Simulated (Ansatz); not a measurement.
## A series in volume scale on LaAl2BRu2

Results calculated with Ansatz 0.2.0, not measured. Free energy against uniform scaling of the volume at fixed shape and fractions; periodic cell, basis, potentials, k mesh and filling as listed.

The cell before it is scaled or strained (space group P4/mmm, No. 123):
```
cell vectors (Å)
   4.2105     0.0000     0.0000
   0.0000     4.2105     0.0000
   0.0000     0.0000     5.6613
atoms (fractions of the cell vectors)
La  0.00000  0.00000  0.50000
Al  0.50000  0.50000  0.25370
Al  0.50000  0.50000  0.74630
B   0.00000  0.00000  0.00000
Ru  0.00000  0.50000  0.00000
Ru  0.50000  0.00000  0.00000
```

Settings of every row: functional PBEsol; dispersion none; potentials PAW; wave cutoff 510 eV; density cutoff 2040 eV; k mesh 6x6x4; k shift 0x0x0; occupations cold; smearing width 0.05 eV; spin none.

Limits: coarse k mesh, up to 40 meV an atom off.

| row | volume scale | V (Å³/atom) | energy above lowest point (meV/atom) |
| --- | --- | --- | --- |
| 1 | 0.9 | 15.055 | 63.9 |
| 2 | 0.925 | 15.473 | ? |
| 3 | 0.95 | 15.891 | 8.5 |
| 4 | 0.975 | 16.309 | 0 |
| 5 | 1 | 16.728 | 2.1 |
| 6 | 1.025 | 17.146 | 13.6 |
| 7 | 1.05 | 17.564 | 33.2 |
| 8 | 1.075 | 17.982 | 60.1 |
| 9 | 1.1 | 18.4 | 93.3 |

Question: what energy above lowest point should row 2 give?

Worked fit of energy above lowest point. Take u = (V_r/V)^(2/3) − 1 with V_r = 16.937 Å³ an atom, which is twice the finite (Eulerian) strain; such expansions in the strain, on which the Birch-Murnaghan equation of state is built, carry the rest volume and the bulk modulus. The shown rows have u = 0.08169, 0.04341, 0.02551, 0.00831, -0.00814, -0.02394, -0.03913, -0.05374. Least squares give energy above lowest point = 6.74 − 700.2 × u + 17017 × u² + 1464 × u³ meV/atom; a parabola predicts inner rows, each left out in turn, worse (root mean square 0.12 against 0.044 meV/atom). All shown rows lie on it to the printed digit. Its lowest point lies at u = 0.0205, or V = 16.43 Å³ an atom, and the curvature there gives the bulk modulus at fixed shape and fractions, B = (4/9)(1 + u)² E″(u)/V = 154 GPa. Letting shape and atoms relax would as a rule lower it, by much in layered, chain or molecular crystals. The withheld row has u = 0.06212, so the fit gives 6.74 − 700.2 × (0.06212) + 17017 × (0.06212)² + 1464 × (0.06212)³ = 29.3 meV/atom.

The calculation gave 29.2 meV/atom. The fit lies 0.1 meV/atom (0.11 % of the column's range) above it, one unit of the last digit.
